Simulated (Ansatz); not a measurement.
# Errors in the atomisation enthalpy at 298 K

6 molecules with halogens; the atomisation enthalpy at 298 K in kJ/mol, computed less measured. Shapes, held fixed at every level: PBE0-D4/def2-TZVP. Flexible molecules stand in one conformer, not always the lowest. Thermal terms are harmonic and unscaled (PBE0-D4/def2-TZVP); the spin-orbit lowering of the free atoms is taken from their spectra. Programs: Ansatz 0.2.0. Measured values: Active Thermochemical Tables, CRC Handbook of Chemistry and Physics, NIST-JANAF tables.

Levels: A = HF/def2-SVP; B = r2SCAN-D4/def2-TZVPP; C = B2PLYP/def2-TZVPP.

```
                              molecule  from tabulated heats      A    B    C
        SiH2Cl2 (dichlorosilane (DCS))                  1449   -383   +2  -36
   SClO2F (sulfuryl chloride fluoride)                  1533  -1075  +36  -55
                C2H3Br (vinyl bromide)                  2126   -589   +7  -24
             C2H3BrO (SMILES CC(=O)Br)                  2639   -808  +25  -28
C2Br2F4 (1,2-dibromotetrafluoroethane)                  2764  -1043  +65  -44
           C2H4F2 (1,1-difluoroethane)                  2965   -795  +11  -28
```

(1) Sum up the errors.

Answers

(1) 
```csv
level,kind,mean error,mean absolute error,worst case
HF/def2-SVP,Hartree–Fock,-782.2,782.2,SClO2F
r2SCAN-D4/def2-TZVPP,meta-GGA,+24.3,24.3,C2Br2F4
B2PLYP/def2-TZVPP,double hybrid,-35.8,35.8,SClO2F
```

On this set r2SCAN-D4/def2-TZVPP has the smallest mean absolute error and HF/def2-SVP the largest. HF/def2-SVP is too low in 6 of 6; r2SCAN-D4/def2-TZVPP is too high in 6 of 6; B2PLYP/def2-TZVPP is too low in 6 of 6. The heats of SiH2Cl2, C2H3BrO come from older tables and can be uncertain by 10 kJ/mol or more. The molecules' own spin-orbit binding is left out, so errors for heavy halides read too negative. Heats of the atoms come from ATcT where it has them. The levels differ in basis as well as in method. With so many references in doubt the order of the levels isn't settled. The tabulated values of SClO2F, C2Br2F4 are in doubt (older tables, estimates, or at odds with other calculations) and kept here. Over the 4 molecules whose values aren't doubted the mean absolute errors are A 643.8; B 11.2; C 29.0. Hartree–Fock lacks correlation and underbinds. Relativity is left out for Br. Outer-core shells of Br are correlated, in sets that cover them unevenly. The set is small.

The Hartree–Fock deficit reflects electron pairing. Atomisation breaks bonding pairs into open-shell atoms whose like-spin electrons are already kept apart by exchange, so the molecule loses far more correlation energy than the atoms do. The small double-zeta basis probably adds to the deficit, since polarisation functions matter more in the molecule than in the atoms. The error doesn't simply follow the total binding: acetyl bromide, at -808, is slightly worse than the more strongly bound difluoroethane, at -795. The still larger deficit for SClO2F would fit its compact, polar S–O bonds, which need tight d functions on sulfur.

B2PLYP's remaining underbinding probably comes in good part from its perturbative correlation, which converges slowly with basis size, so these errors shouldn't be read as the functional's limit. Over the four less doubtful molecules they run only from -24 to -36, which suggests a largely systematic shortfall. Such a shortfall could partly cancel in reactions that conserve bond types, so the ranking for atomisation needn't carry over to reaction enthalpies.
